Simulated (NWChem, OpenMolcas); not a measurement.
**Predicting a hybrid from its neighbours: AlNH4O2**

The species is AlNH4O2 (8 atoms), meant as a singlet with charge 0. SMILES: `[NH2][Al]([OH])[OH]`. The shape is that of a PBE0-D4/def2-TZVP optimisation. This is one conformer, not always the lowest.

The HOMO–LUMO gap y, in eV, basis 6-311+G(d,p); a is the functional's share of exact exchange. Programs: NWChem 7.3.0, OpenMolcas 26.06.

```
functional     program     a  y (eV)
    revPBE  OpenMolcas     0    4.60
       PBE      NWChem     0    4.61
     B3LYP      NWChem   0.2       ?
      PBE0      NWChem  0.25    6.77
     BHLYP  OpenMolcas   0.5    8.62
```

Q: Fit y = c + s·a to the known rows and predict B3LYP.

A: 
1. Means of the 4 rows: a = 0.1875, y = 6.150.
2. Σ(Δa)² = 0.17188, Σ(Δa·Δy) = 1.39, so the slope is 1.39/0.17188 = 8.087.
3. Intercept: 6.150 − (8.087) × 0.1875 = 4.634. The largest residual of the fit is 0.11.
4. B3LYP: 4.634 + (8.087) × 0.2 = 6.25 eV.

The run gave 6.23 eV, so the prediction is off by +0.02 eV, within the largest residual. Exact exchange lowers occupied levels and raises empty ones.

The gap widens steadily with the share of exact exchange, while revPBE and PBE, which have none, almost coincide. In a semilocal functional, occupied and empty orbitals feel the same multiplicative potential. Nonlocal exchange instead cancels an electron's self-repulsion in the filled levels, but gives an empty level no such compensation, so the two are pushed apart roughly in proportion to the admixture. Here the HOMO is probably lone-pair density on nitrogen or oxygen, and the LUMO an aluminium-centred or diffuse level, as expected for trivalent aluminium bound to electronegative donors.

The response is not strictly linear: the rise from PBE to PBE0 is steeper than that from PBE0 to BHLYP. This may reflect a changing LUMO character or the different semilocal parts of the functionals. The B3LYP result therefore supports interpolation for this molecule, not a universal slope or a safe extrapolation to full exact exchange. Nor does the successful fit show which functional comes closest to the fundamental gap or to the optical excitation energy, which also contains the electron–hole attraction.
